# Commutator form and block-triangular structure of the EOM-CC eigenproblem

## 1. Premises and conventions

**Basis.** Orthonormal spin orbitals, finite in number and held fixed. $|0\rangle$ is an $N$-electron determinant with occupied orbitals $i,j,\dots$ and virtual orbitals $a,b,\dots$. It need not be Hartree–Fock. $H$ is Hermitian, conserves $N$, and has one- and two-body terms. Energies are in hartree for molecules and in units of the hopping $t$ for the lattice model. Cluster amplitudes $t_\mu$ always carry a subscript.

**Strings.** The quasiparticle creators are $a_a^\dagger$ (particle) and $a_i$ (hole). A string $\tau_\mu$ is a product of distinct quasiparticle creators, and $|\mu\rangle=\tau_\mu|0\rangle$. These determinants are orthonormal, and $\langle 0|\tau_\mu=0$. A string with $n$ particles and $n$ holes is an excitation of rank $n$.

**(P1) Cluster operator.** $T=\sum_{\mu\in\mathcal M}t_\mu\tau_\mu$, with $\mathcal M$ a set of excitations (singles and doubles in CCSD). Define $\bar H=e^{-T}He^{T}$.

**(P2) Converged amplitudes.**
$$\Omega_\mu\equiv\langle\mu|\bar H|0\rangle=0\quad(\mu\in\mathcal M),\qquad E_{CC}\equiv\langle0|\bar H|0\rangle.\tag{1}$$

**(P3) Linear ansatz.** $|\Psi_k\rangle=R_ke^{T}|0\rangle$, with $R_k$ linear in a set $\mathcal R$ of strings.

- EE (excitation): $R=r_0+\sum_{\mu\in\mathcal M}r_\mu\tau_\mu$, so $\mathcal R=\{1\}\cup\mathcal M$.
- IP (ionisation): strings $1h$, $2h1p,\dots$. EA (attachment): strings $1p$, $2p1h,\dots$. Neither contains the identity.

$P$ projects on the span of $\{\tau_\mu|0\rangle:\mu\in\mathcal R\}$.

**(P4) Closure.** If $\mu,\nu\in\mathcal R$ and $\tau_\mu=\pm\tau_\nu\tau_\kappa$ with $\tau_\kappa$ an excitation, then $\kappa\in\mathcal M$.

For EE with $\mathcal M$ equal to all excitations up to rank $n$, $\mathrm{rank}\,\kappa\le\mathrm{rank}\,\mu\le n$ and P4 holds. For IP with strings up to $mh(m-1)p$, $\mathrm{rank}\,\kappa\le m-1$. On CCSD this admits $2h1p$ and $3h2p$ but not $4h3p$. EA behaves alike.

## 2. Step 1: $[R,T]=0$

Any two quasiparticle creators anticommute: $\{a_a^\dagger,a_b^\dagger\}=\{a_i,a_j\}=0$, and $\{a_a^\dagger,a_i\}=\delta_{ai}=0$ because occupied and virtual orbitals are disjoint. Moving a string of $p$ creators past a string of $q$ creators gives $(-1)^{pq}$. Every string in $T$ has even length, so the sign is $+1$ for EE (even $R$) and for IP and EA (odd $R$):
$$[R,T]=0\quad\Rightarrow\quad[R,e^{\pm T}]=0.\tag{2}$$
Each factor of $T$ raises the rank, which is bounded, so $T$ is nilpotent. Then $e^{T}$ is a polynomial with inverse $e^{-T}$, and $\bar H$ is similar to $H$ for any amplitudes. Since $T^\dagger\neq-T$, $\bar H$ is not Hermitian.

## 3. Step 2: the eigenproblem of $\bar H$

Insert the ansatz, $HRe^{T}|0\rangle=E\,Re^{T}|0\rangle$. Use (2) to write $Re^T=e^TR$ and multiply from the left by $e^{-T}$:
$$\bar HR|0\rangle=E\,R|0\rangle.\tag{3}$$
If $\mathcal R$ spans the whole sector, (3) is the full CI problem in a non-orthogonal basis. If $\mathcal R$ is truncated, (3) has more equations than unknowns. EOM-CC is defined by keeping the components in the space of the unknowns:
$$P\bar HR|0\rangle=E\,R|0\rangle,\qquad\omega\equiv E-E_{CC}.\tag{4}$$

## 4. Step 3: commutator form

Resolve $\bar H|0\rangle$ in $N$-electron determinants. By (1) the components in $\mathcal M$ vanish:
$$\bar H|0\rangle=E_{CC}|0\rangle+\sum_{\kappa\notin\mathcal M}\Omega_\kappa|\kappa\rangle.\tag{5}$$
The sum runs over omitted excitations, whose residuals $\Omega_\kappa=\langle\kappa|\bar H|0\rangle$ are in general nonzero. Apply $R$ to (5) and subtract from $\bar HR|0\rangle$:
$$[\bar H,R]|0\rangle=(\bar H-E_{CC})R|0\rangle-\sum_{\nu\in\mathcal R}\sum_{\kappa\notin\mathcal M}r_\nu\Omega_\kappa\,\tau_\nu\tau_\kappa|0\rangle.\tag{6}$$
Project on $\langle\mu|$ with $\mu\in\mathcal R$. The element $\langle\mu|\tau_\nu\tau_\kappa|0\rangle$ is nonzero only if $\tau_\mu=\pm\tau_\nu\tau_\kappa$. P4 then puts $\kappa$ in $\mathcal M$, which the sum excludes. The last term drops, and (4) becomes
$$\boxed{P[\bar H,R]|0\rangle=\omega\,R|0\rangle}\tag{7}$$
The projector may be omitted when $\mathcal M$ and $\mathcal R$ are complete. In a truncated theory it belongs to the statement.

**Connected form.** Write $\bar H$ as a sum of strings normal-ordered with respect to $|0\rangle$. A contraction needs a quasiparticle annihilator on the left. $R$ has none, so Wick's theorem gives $R\bar H=\{R\bar H\}$, while $\bar HR=\{\bar HR\}+(\bar HR)_c$, where $c$ denotes terms with at least one contraction. $\bar H$ is even, so $\{R\bar H\}=\{\bar HR\}$ and $[\bar H,R]=(\bar HR)_c$. The scalars $E_{CC}$ and $r_0$ commute with everything and leave the left side of (7).

**Size intensivity.** Take non-interacting fragments A and B with localised orbitals and $T=T_A+T_B$, so that $\bar H=\bar H_A+\bar H_B$. For $R_A$ acting on A only, $[\bar H_B,R_A]=0$, and $[\bar H,R_A]|0\rangle$ has B in its reference. An $R_A$ that solves (7) for A alone therefore solves it for A+B with the same $\omega$.

## 5. Step 4: block-triangular matrix (EE)

Order the basis as $\{|0\rangle,|\mu\rangle\}$, $\mu\in\mathcal M$, and define
$$\eta_\nu=\langle0|\bar H|\nu\rangle,\qquad A_{\mu\nu}=\langle\mu|\bar H-E_{CC}|\nu\rangle.$$
The first column of $\bar H-E_{CC}$ holds $\langle0|\bar H|0\rangle-E_{CC}=0$ and $\Omega_\mu=0$. Hence
$$\mathbf M=P(\bar H-E_{CC})P=\begin{pmatrix}0&\boldsymbol\eta^{T}\\ \mathbf 0&\mathbf A\end{pmatrix}.\tag{8}$$
Expansion along the first column gives
$$\det(\mathbf M-\omega\mathbf 1)=-\omega\,\det(\mathbf A-\omega\mathbf 1).\tag{9}$$
The spectrum is $\omega_0=0$ together with the eigenvalues of the excited block $\mathbf A$. The row $\boldsymbol\eta$ has no effect on any $\omega$.

Both blocks are derivatives. Since $\tau_\nu$ commutes with $T$, $\partial e^{\pm T}/\partial t_\nu=\pm\tau_\nu e^{\pm T}$ and $\partial\bar H/\partial t_\nu=[\bar H,\tau_\nu]$. Use the projection of (6) with $R=\tau_\nu$:
$$A_{\mu\nu}=\langle\mu|[\bar H,\tau_\nu]|0\rangle=\frac{\partial\Omega_\mu}{\partial t_\nu},\qquad\eta_\nu=\langle0|[\bar H,\tau_\nu]|0\rangle=\frac{\partial E_{CC}}{\partial t_\nu}.\tag{10}$$
$\mathbf A$ is the Jacobian of the amplitude equations. Because $\langle0|e^{-T}=\langle0|$, $\eta_\nu=\langle0|He^T|\nu\rangle$. A two-body $H$ reaches rank 2 at most and $e^T$ cannot lower the rank, so $\eta_\nu=0$ above doubles.

## 6. Step 5: right eigenvectors

$\mathbf M(r_0,\mathbf r)^T=\omega(r_0,\mathbf r)^T$ splits into
$$\mathbf A\mathbf r=\omega\mathbf r,\qquad\boldsymbol\eta^T\mathbf r=\omega r_0.\tag{11}$$
Assume $\mathbf A$ non-singular.

- $\omega=0$ forces $\mathbf r=\mathbf 0$. Choose $R_0=1$: the CC ground state itself.
- $\omega_k\neq0$: solve for $\mathbf r_k$ first, without $r_0$, then
$$r_0=\frac1{\omega_k}\sum_\mu\langle0|\bar H|\mu\rangle\,r_\mu.\tag{12}$$

Since $\langle0|e^T=\langle0|$, $r_0=\langle0|\Psi_k\rangle$ is the amplitude of the reference in the excited ket. If $|0\rangle$ and $T$ are totally symmetric under a symmetry of $H$, so is $\bar H$, and $r_0=0$ for states of any other symmetry.

## 7. Step 6: left eigenvectors

Let $L=l_0+\sum_\mu l_\mu\tau_\mu^\dagger$, so that $\langle0|L$ is the row $(l_0,\mathbf l^T)$. The transpose carries no complex conjugation. The physical bra is $\langle\tilde\Psi|=\langle0|Le^{-T}$. The equation $(l_0,\mathbf l^T)\mathbf M=\omega(l_0,\mathbf l^T)$ splits into
$$0=\omega\,l_0,\qquad l_0\boldsymbol\eta^T+\mathbf l^T\mathbf A=\omega\,\mathbf l^T.\tag{13}$$

- $\omega_k\neq0$: $l_0=0$ and $\mathbf l_k^T\mathbf A=\omega_k\mathbf l_k^T$.
- $\omega=0$: $l_0=0$ would force $\mathbf l=\mathbf 0$, so set $l_0=1$ and $\mathbf l=\boldsymbol\lambda$:
$$\boldsymbol\lambda^T\mathbf A=-\boldsymbol\eta^T,\qquad L_0=1+\Lambda.\tag{14}$$

By (10), (14) reads $\partial_{t_\nu}\big(E_{CC}+\sum_\mu\lambda_\mu\Omega_\mu\big)=0$. The $\lambda_\mu$ are the multipliers of the CC Lagrangian.

Multiply (14) from the right by $\mathbf r_k$ and use (11): $\omega_k\boldsymbol\lambda^T\mathbf r_k=-\boldsymbol\eta^T\mathbf r_k=-\omega_kr_0$. Divide by $\omega_k$:
$$r_0=-\sum_\mu\lambda_\mu r_\mu.\tag{15}$$

## 8. Step 7: biorthonormality

Define $\langle L_j|R_k\rangle=\langle0|L_jR_k|0\rangle=l_{0}r_{0}+\mathbf l_j^T\mathbf r_k$. By (2) it equals $\langle\tilde\Psi_j|\Psi_k\rangle=\langle0|L_je^{-T}R_ke^T|0\rangle$. Evaluate $\langle L_j|\mathbf M|R_k\rangle$ with $\mathbf M$ acting to the left and to the right:
$$(\omega_j-\omega_k)\langle L_j|R_k\rangle=0.\tag{16}$$
Distinct eigenvalues give zero overlap. Suppose $\mathbf M$ diagonalisable, with right eigenvectors as the columns of an invertible $\mathbf V$. The rows of $\mathbf V^{-1}$ are left eigenvectors, since $\mathbf V^{-1}\mathbf M=\mathrm{diag}(\omega)\mathbf V^{-1}$. This choice covers degenerate levels too and yields
$$\langle L_j|R_k\rangle=\delta_{jk},\qquad\sum_k|R_k\rangle\langle L_k|=P.\tag{17}$$
The four cases, with $j,k\ge1$:

- $\langle L_0|R_0\rangle=1$.
- $\langle L_j|R_0\rangle=l_0=0$: excited bras are orthogonal to the CC ket.
- $\langle L_0|R_k\rangle=r_0+\boldsymbol\lambda^T\mathbf r_k=0$: this is (15).
- $\langle L_j|R_k\rangle=\mathbf l_j^T\mathbf r_k=\delta_{jk}$: $r_0$ is absent because $l_0=0$.

Condition (17) leaves the scaling $R_k\to sR_k$, $L_k\to L_k/s$ free. The value of $r_0$ depends on $s$. Products such as $\langle\tilde\Psi_0|X|\Psi_k\rangle\langle\tilde\Psi_k|X|\Psi_0\rangle$ do not. The right vectors are in general not orthogonal to one another.

**IP and EA.** $\bar H$ conserves $N$, so it has no element between $|0\rangle$ and the $N\mp1$ sectors. There $\boldsymbol\eta$, $r_0$ and $l_0$ do not occur. Equations (7), (16) and (17) hold with $A_{\mu\nu}=\langle\mu|\bar H-E_{CC}|\nu\rangle$ and $\omega=E^{N\mp1}-E_{CC}^{N}$. Thus $\omega$ is the ionisation energy for IP and minus the electron affinity for EA.

## 9. Range of validity

1. **Convergence (P2).** Residuals $\boldsymbol\Omega$ left in $\mathcal M$ fill the lower-left block of (8). At fixed $\mathbf A$ and $\boldsymbol\eta$, the first-order shift $\langle L_k|\delta\mathbf M|R_k\rangle$ is $r_0\,\mathbf l_k^T\boldsymbol\Omega$ for excited roots and $\boldsymbol\lambda^T\boldsymbol\Omega$ for the ground root.
2. **Closure (P4).** If an EE operator $R$ contains a rank absent from $T$, take $\nu=1$ in (6): the term $r_0\Omega_\kappa$ survives. Then (4) and (7) are different problems, and $\mathbf M$ is not triangular.
3. **Origin of the amplitudes.** The derivation needs amplitudes that zero the projections of the full $\bar H$. The (T) correction of CCSD(T) is an energy term without converged triples amplitudes, so it supplies no $\bar H$ obeying (1) in the triples space.
4. **$\omega_k\neq0$.** If $\mathbf A\mathbf r=\mathbf 0$, (12) and (14) fail. For $\boldsymbol\eta^T\mathbf r\neq0$, $\mathbf M$ maps $(0,\mathbf r)$ onto a multiple of $(1,\mathbf 0)$, a Jordan block. For $\boldsymbol\eta^T\mathbf r=0$, $r_0$ is undetermined.
5. **Diagonalisability.** In the complete space $\mathbf M$ is similar to the Hermitian $H-E_{CC}$, so all $\omega$ are real and (17) holds. A truncated $\mathbf M$ is a general matrix. For real orbitals it is real and non-symmetric, and it can have complex-conjugate pairs or be defective where two roots of the same symmetry meet. At a defective root $\mathbf l^T\mathbf r=0$ and the normalisation in (17) is impossible.
6. **Accuracy.** The structure is algebraic. It holds for every root of (1) and carries no variational bound. It does not say how close $\omega$ lies to full CI.

## 10. Illustration: half-filled Hubbard dimer, $U/t=4$

$$H=-t\sum_\sigma\big(c_{1\sigma}^\dagger c_{2\sigma}+c_{2\sigma}^\dagger c_{1\sigma}\big)+U\sum_{i=1,2}n_{i\uparrow}n_{i\downarrow}$$
Two electrons, $S_z=0$, site energies zero, energies in units of $t$. Let $|ij\rangle=c_{i\uparrow}^\dagger c_{j\downarrow}^\dagger|\mathrm{vac}\rangle$. With this order the hopping terms carry no extra sign. Take the localised reference $|0\rangle=|12\rangle$, which makes singles and doubles both nonzero. The excitations are $\tau_u=c_{2\uparrow}^\dagger c_{1\uparrow}$, $\tau_d=c_{1\downarrow}^\dagger c_{2\downarrow}$ and $\tau_{ud}=\tau_u\tau_d$, giving $|u\rangle=|22\rangle$, $|d\rangle=|11\rangle$, $|ud\rangle=|21\rangle$. In the order $(0,u,d,ud)$,
$$H=\begin{pmatrix}0&-1&-1&0\\-1&4&0&-1\\-1&0&4&-1\\0&-1&-1&0\end{pmatrix}.$$
Exact levels: $2-2\sqrt2=-0.8284$ (singlet, $g$), $0$ (triplet), $4$ (singlet, $u$), $2+2\sqrt2=4.8284$ (singlet, $g$).

**Transformed Hamiltonian.** Set $t_u=t_d=x$ and $c=t_{ud}+x^2$. Here $T^3=0$. The columns of $e^T$ are $(1,x,x,c)$, $(0,1,0,x)$, $(0,0,1,x)$, $(0,0,0,1)$. Those of $e^{-T}$ follow from $x\to-x$, $c\to2x^2-c$. Multiplication gives
$$\bar H=\begin{pmatrix}-2x&-1&-1&0\\ \Omega_1&4&0&-1\\ \Omega_1&0&4&-1\\ \Omega_2&c-1-4x&c-1-4x&2x\end{pmatrix},\tag{18}$$
$$\Omega_1=2x^2+4x-1-c,\qquad\Omega_2=-4x\,(x^2+2x-c).$$

**CCSD.** The space is complete, so CCSD and EOM-CCSD reproduce full CI. $\Omega_1=0$ gives $x^2+2x=(1+c)/2$, so $\Omega_2=-2x(1-c)$. The branch $x=0$, $c=-1$ is the triplet. The branch $c=1$ gives $x^2+2x-1=0$. The ground-state root is $x=\sqrt2-1=0.4142$, with $t_{ud}=1-x^2=0.8284$ and $E_{CC}=-2x=-0.8284$. Then $\boldsymbol\eta^T=(-1,-1,0)$ and
$$\mathbf A=\begin{pmatrix}4+2x&0&-1\\0&4+2x&-1\\-4x&-4x&4x\end{pmatrix}=\begin{pmatrix}4.8284&0&-1\\0&4.8284&-1\\-1.6569&-1.6569&1.6569\end{pmatrix}.$$
The vector $(1,-1,0)$ has $\omega=4+2x$. On vectors $(r,r,r_{ud})$, $\mathbf A$ acts as $\begin{pmatrix}4+2x&-1\\-8x&4x\end{pmatrix}$, with trace $4+6x$ and determinant $2x(4+4x)$. Its roots are $2x$ and $4+4x=4\sqrt2$.

Equation (14) with $\lambda_u=\lambda_d$ reads $(4+2x)\lambda_u-4x\lambda_{ud}=1$ and $-2\lambda_u+4x\lambda_{ud}=0$. Adding gives $\lambda_u=1/(2+2x)=0.3536$ and $\lambda_{ud}=\lambda_u/(2x)=0.4268$.

Scale the right vectors to $r_u=1$ and fix the left vectors by (17). They are $(x,x,1)/(4+2x)$, $(1,-1,0)/2$ and $(2,2,-1)/(4+2x)$.

| state | $\omega/t$ | $r_0$ | $(r_u,r_d,r_{ud})$ | $l_0$ | $(l_u,l_d,l_{ud})$ |
|---|---|---|---|---|---|
| ground | $0$ | $1$ | $(0,0,0)$ | $1$ | $(0.3536,\,0.3536,\,0.4268)$ |
| triplet | $0.8284$ | $-2.4142$ | $(1,1,4)$ | $0$ | $(0.0858,\,0.0858,\,0.2071)$ |
| singlet $u$ | $4.8284$ | $0$ | $(1,-1,0)$ | $0$ | $(0.5,\,-0.5,\,0)$ |
| singlet $g$ | $5.6569$ | $-0.3536$ | $(1,1,-0.8284)$ | $0$ | $(0.4142,\,0.4142,\,-0.2071)$ |

The $\omega$ equal the exact level spacings. For the triplet, (12) gives $r_0=-2/(2x)=-2.4142$ and (15) gives $-(0.7071+1.7071)=-2.4142$. For the $g$ state (12) gives $-2/(4\sqrt2)=-0.3536$. The kets $e^TR|0\rangle$ are $2.4142\,(-1,0,0,1)$ for the triplet and $(-0.3536,\,0.8536,\,0.8536,\,-0.3536)$ for the $g$ state, both eigenvectors of $H$. The cross products vanish, $(x,x,1)\cdot(1,1,-2x)=0$ and $(2,2,-1)\cdot(1,1,4)=0$, whereas the two right vectors have the product $2-8x=-1.3137$. The triplet has $r_0\neq0$ because this reference is not a spin eigenfunction.

**IP and EA.** Remove the $\downarrow$ electron. The basis is $c_{1\uparrow}^\dagger|\mathrm{vac}\rangle$ ($1h$) and $c_{2\uparrow}^\dagger|\mathrm{vac}\rangle$ ($2h1p$), on which only $x\tau_u$ acts:
$$\bar H=\begin{pmatrix}-x&-1\\x^2-1&x\end{pmatrix},\qquad\mathrm{tr}=0,\quad\det=-1.$$
The eigenvalues are $\mp1$, so $\omega=\mp1+2x=-0.1716$ and $1.8284$. The negative value reflects the zero of the site energy. With an added $\uparrow$ electron one site is always doubly occupied and the $\downarrow$ electron hops, so $E=4\mp1$ and $\omega=3.8284$ and $5.8284$. The charge gap is $3.8284-0.1716$, exactly $4\sqrt2-2=3.6569$.

**Truncation: CCS.** Put $t_{ud}=0$, $c=x^2$. Then $\Omega_1=x^2+4x-1=0$, and the root that connects to $x=0$ at large $U$ is $x=\sqrt5-2=0.2361$, with $E_{CC}=-0.4721$. P4 holds in the space $(0,u,d)$, the matrix is triangular, and $\mathbf A=(4+2x)\mathbf 1$ gives $\omega=4.4721$ twice. The errors against the exact singlets are $-0.3563$ ($u$, from $r_u=-r_d$) and $-1.1847$ ($g$, from $r_u=r_d$). The triplet, built from $|0\rangle$ and $|ud\rangle$, is missing.

**Broken closure.** Keep the CCS amplitudes and add $\tau_{ud}$ to $R$. Now $\Omega_2=-8x^2=-0.4458$ sits in the lower-left block, and $c-1-4x=-8x$. The full matrix (18) is similar to $H$, so (4) returns the exact levels, with spacings $0.8284$, $4.8284$, $5.6569$. The commutator problem diagonalises the excited block alone and gives $0.0836$, $4.4721$, $5.3328$.

**Singular Jacobian.** Take instead the restricted Hartree–Fock reference with the bonding orbital doubly occupied, of energy $-2t+U/2$. CCS has $T=0$ and $\boldsymbol\eta=\mathbf 0$ by Brillouin's theorem. The triplet single excitation has energy $0$, so $\omega=2t-U/2$, which vanishes at $U/t=4$. The second line of (11) reads $0=0$ and $r_0$ is fixed only by imposing spin symmetry. With CCSD on this reference the singles vanish by inversion symmetry. The doubly occupied antibonding determinant $D$ has energy $2t+U/2=4$ and couples to the reference by $U/2=2$. The equation $2+4t_D-2t_D^2=0$ gives $t_D=1-\sqrt2=-0.4142$, $A_{DD}=4-4t_D=5.6569$, $\eta_D=2$, and, for $r_D=1$, $r_0=0.3536=-\lambda_D$. In the complete space $\omega$ does not depend on the reference, while $\mathbf r$ and $\boldsymbol\lambda$ do.